Solution key: classical scattering of Al, Cu and W atoms on O at 20 eV

Given inputs: V(r) = A exp(−r/a), with the approximate Andersen–Sigmund parameters A = 52 (Z₁Z₂)^(3/4) eV and a = 0.219 Å; Z = 8, 13, 29, 74 and masses 16.00, 26.98, 63.55, 183.84 u for O, Al, Cu, W. The 20 eV is the relative energy E = m_r g²/2, with m_r the reduced mass and g the initial relative speed. Angles are centre-of-mass angles. Unrounded values are carried throughout.

(a) Deflection integral and cross sections

Angular momentum gives m_r r² dψ/dt = m_r g b for the polar angle ψ. Energy gives (dr/dt)² = g²(1 − b²/r² − V/E). Dividing, |dψ/dr| = b/(r² √(1 − b²/r² − V/E)). The orbit is symmetric about the outermost zero r₀ of the root, and a free path sweeps π, so

χ(b,E) = π − 2b ∫[r₀,∞] dr / (r² √(1 − b²/r² − V/E)),

positive for repulsion. As a test, V = K/r gives tan(χ/2) = K/(2Eb). The observed angle θ in [0,π] obeys cos θ = cos χ. Equating 2πb db to (dσ/dΩ) 2π sin θ dθ for every b that reaches θ,

dσ/dΩ = Σ b / (sin θ |dχ/db|),  Q_l = 2π ∫[0,∞] (1 − cos^l χ) b db.

A hard sphere of collision radius d has b = d cos(χ/2), dσ/dΩ = d²/4, Q₁ = πd², Q₂ = (2/3)πd². The classical picture is sound here: for Cu–O, m_r = 12.78 u and ħ/(m_r g) = 0.0029 Å, far below a.

(b) Reduction for Born–Mayer

With x = r/a, V/E = exp(γ − x), where γ = ln(A/E). Hence χ depends only on b/a and γ, and Q_l/a² only on γ. The head-on turning point is r_min = aγ. Label orbits by x₀ = r₀/a = γ + s and v = e^(−s), so that b² = a²x₀²(1 − v). The substitution r = r₀/cos φ removes the turning-point singularity:

χ = 2 ∫[0,π/2] {1 − [1 + v h/(1 − v)]^(−1/2)} dφ,
h = {1 − exp[−x₀(sec φ − 1)]}/sin²φ,
Q_l = πa² ∫[0,∞] (1 − cos^l χ) [2x₀(1 − v) + x₀²v] ds.

χ falls monotonically from π to 0, so the sum has one branch.

Backscattering: for b → 0, π − χ = 2Ib/r_min with I = γ ∫[γ,∞] dx / (x² √(1 − e^(γ−x))). Since sin θ → π − χ, dσ/dΩ(180°) = r_min²/(4I²).

Small angles: to first order in V/E, χ ≈ −(b/E) ∫[b,∞] V′(r) dr/√(r² − b²) = (A/E)(b/a) K₀(b/a).

Energy transfer: a metal atom of mass M striking O (mass m) at rest loses the fraction κ(1 − cos χ) of its laboratory energy, κ = 2mM/(m + M)². The cross section for fractional energy loss is κQ₁, and E_lab = E(m + M)/m.

(c) Results of the model, by numerical quadrature

Quantity | Al–O | Cu–O | W–O
E_lab (eV) | 54 | 99 | 250
A (eV) | 1693 | 3091 | 6241
γ | 4.44 | 5.04 | 5.74
r_min (Å) | 0.97 | 1.10 | 1.26
I | 1.265 | 1.237 | 1.211
dσ/dΩ(180°) (Å²/sr) | 0.15 | 0.20 | 0.27
Q₁ (Å²) | 3.5 | 4.4 | 5.6
Q₁/(π r_min²) | 1.17 | 1.14 | 1.12
Q₂ (Å²) | 3.3 | 4.1 | 5.1
κ | 0.467 | 0.321 | 0.147
κQ₁ (Å²) | 1.6 | 1.4 | 0.82

(d) The trends

1. Size. A and E enter only through γ, a logarithm. From Al to W, A grows by a factor 3.7, γ² by 1.67 and Q₁ by 1.61. The leading behaviour is Q₁ ~ πa²γ².

2. Softness. The local exponent −d ln V/d ln r equals r/a, which is γ at r_min. Larger γ means a steeper wall relative to its radius, so the ratios drift towards hard-sphere values. For backscattering, ∫[0,∞] [(1 − e^(−s))^(−1/2) − 1] ds = 2 ln 2 gives I = 1 + 2 ln 2/γ + O(γ⁻²), which is 1.275 for Cu–O against 1.237 from the full integral. The atom is slow near the wall and the orbit sweeps extra angle there, so dσ/dΩ(180°) is only 1/I² = 0.62, 0.65, 0.68 of r_min²/4.

3. The tail. At b = r_min a hard sphere of that radius does not deflect, whereas Cu–O gives χ = 49°. These outer orbits outweigh the reduced backscattering, so Q₁ exceeds πr_min². The weight sin²χ of Q₂ favours intermediate angles and ignores backscattering, so Q₂/Q₁ is 0.94 for Cu–O and 0.91 for W–O, still far above 2/3.

4. Kinematics. κ peaks at M = m and falls as 2m/M for M ≫ m. This mass dependence overrides the logarithmic growth of Q₁ and reverses the order: W has the largest Q₁ and the smallest κQ₁.

(e) Limits of the model

At b = 2.0 Å (b/a = 9.13) Cu–O has χ = 0.057 rad, and the first-order formula gives 0.062 rad. The repulsive model fails in this range, because the bound metal–oxygen states have wells, with typical depths D of about 5, 3 and 7 eV for AlO, CuO and WO near 1.6–1.7 Å. On such a state the deflection is of order −D/E = −0.25, −0.15, −0.35 rad, larger than the repulsive value and opposite in sign. Negative-χ branches and a rainbow then enter the sum, and the small-angle dσ/dΩ of the model is unusable. For Q₁, the weight (D/E)²/2 over an assumed annulus from 1.5 to 2.5 Å (12.6 Å²) gives roughly 0.4, 0.1 and 0.8 Å², an order-of-magnitude estimate that omits the shift of the wall. The cross sections in the table are therefore the model's, and their second figure serves only for comparison within the model.